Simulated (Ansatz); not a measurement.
## Si2W: pressure and energy above lowest point against volume scale

Results calculated with Ansatz 0.2.0, not measured. Free energy against uniform scaling of the volume at fixed shape and fractions; periodic cell, basis, potentials, k mesh and filling as listed.

The cell before it is scaled or strained (space group I4/mmm, No. 139):
```
CELL_PARAMETERS angstrom
-1.60690 1.60690 3.91500
1.60690 -1.60690 3.91500
1.60690 1.60690 -3.91500
ATOMIC_POSITIONS crystal
Si 0.33470 0.33470 0.00000
Si 0.66530 0.66530 0.00000
W 0.00000 0.00000 0.00000
```

Settings of every row: functional LDA; dispersion none; potentials PAW; wave cutoff 420 eV; density cutoff 1680 eV; k mesh 13x13x13; k shift 0x0x0; occupations cold; smearing width 0.1 eV; spin none.

Limits: coarse k mesh, up to 40 meV an atom off; no spin-orbit coupling, which can matter with elements this heavy.

| row | volume scale | V (Å³/atom) | pressure (GPa) | energy above lowest point (meV/atom) |
| --- | --- | --- | --- | --- |
| 1 | 0.92 | 12.4 | ? | ? |
| 2 | 0.9467 | 12.76 | 7.68 | 8.9 |
| 3 | 0.9733 | 13.119 | 0.47 | 0 |
| 4 | 1 | 13.479 | -5.76 | 6.1 |
| 5 | 1.0267 | 13.839 | -11.14 | 25.2 |
| 6 | 1.0533 | 14.197 | -15.76 | 55.5 |
| 7 | 1.08 | 14.557 | -19.74 | 95.5 |

Question: what pressure and energy above lowest point should row 1 give?

Worked fit of pressure. Take u = (V_r/V)^(2/3) − 1 with V_r = 13.659 Å³ an atom, which is twice the finite (Eulerian) strain; such expansions in the strain, on which the Birch-Murnaghan equation of state is built, carry the rest volume and the bulk modulus. The shown rows have u = 0.04643, 0.02726, 0.00888, -0.00869, -0.02543, -0.04156. Least squares give pressure = −8.553 + 305.89 × u + 910 × u² + 669 × u³ GPa; a parabola predicts inner rows, each left out in turn, worse (root mean square 0.02 against 0.011 GPa). The rows lie off it by 0.00, -0.01, 0.00, 0.00, -0.01, 0.00. The pressure vanishes at u = 0.0259, or V = 13.14 Å³ an atom, and there the bulk modulus at fixed shape and fractions is B = −V dP/dV = (2/3)(1 + u) dP/du = 242 GPa. Letting shape and atoms relax would as a rule lower it, by much in layered, chain or molecular crystals. The withheld row has u = 0.06659, so the fit gives −8.553 + 305.89 × (0.06659) + 910 × (0.06659)² + 669 × (0.06659)³ = 16.05 GPa.

The calculation gave 16.03 GPa. The fit lies 0.02 GPa (0.056 % of the column's range) above it; its largest miss of a shown row is 0.01 GPa. This row lies beyond the range of the fit.

Worked fit of energy above lowest point. Take u = (V_r/V)^(2/3) − 1 with V_r = 13.659 Å³ an atom, which is twice the finite (Eulerian) strain; such expansions in the strain, on which the Birch-Murnaghan equation of state is built, carry the rest volume and the bulk modulus. The shown rows have u = 0.04643, 0.02726, 0.00888, -0.00869, -0.02543, -0.04156. Least squares give energy above lowest point = 14.16 − 1093.8 × u + 20943 × u² + 3865 × u³ meV/atom; a parabola predicts inner rows, each left out in turn, worse (root mean square 0.11 against 0.068 meV/atom). All shown rows lie on it to the printed digit. Its lowest point lies at u = 0.0259, or V = 13.14 Å³ an atom, and the curvature there gives the bulk modulus at fixed shape and fractions, B = (4/9)(1 + u)² E″(u)/V = 242 GPa. Letting shape and atoms relax would as a rule lower it, by much in layered, chain or molecular crystals. The withheld row has u = 0.06659, so the fit gives 14.16 − 1093.8 × (0.06659) + 20943 × (0.06659)² + 3865 × (0.06659)³ = 35.3 meV/atom.

The calculation gave 35.3 meV/atom. The fit meets it to the printed digit. This row lies beyond the range of the fit.
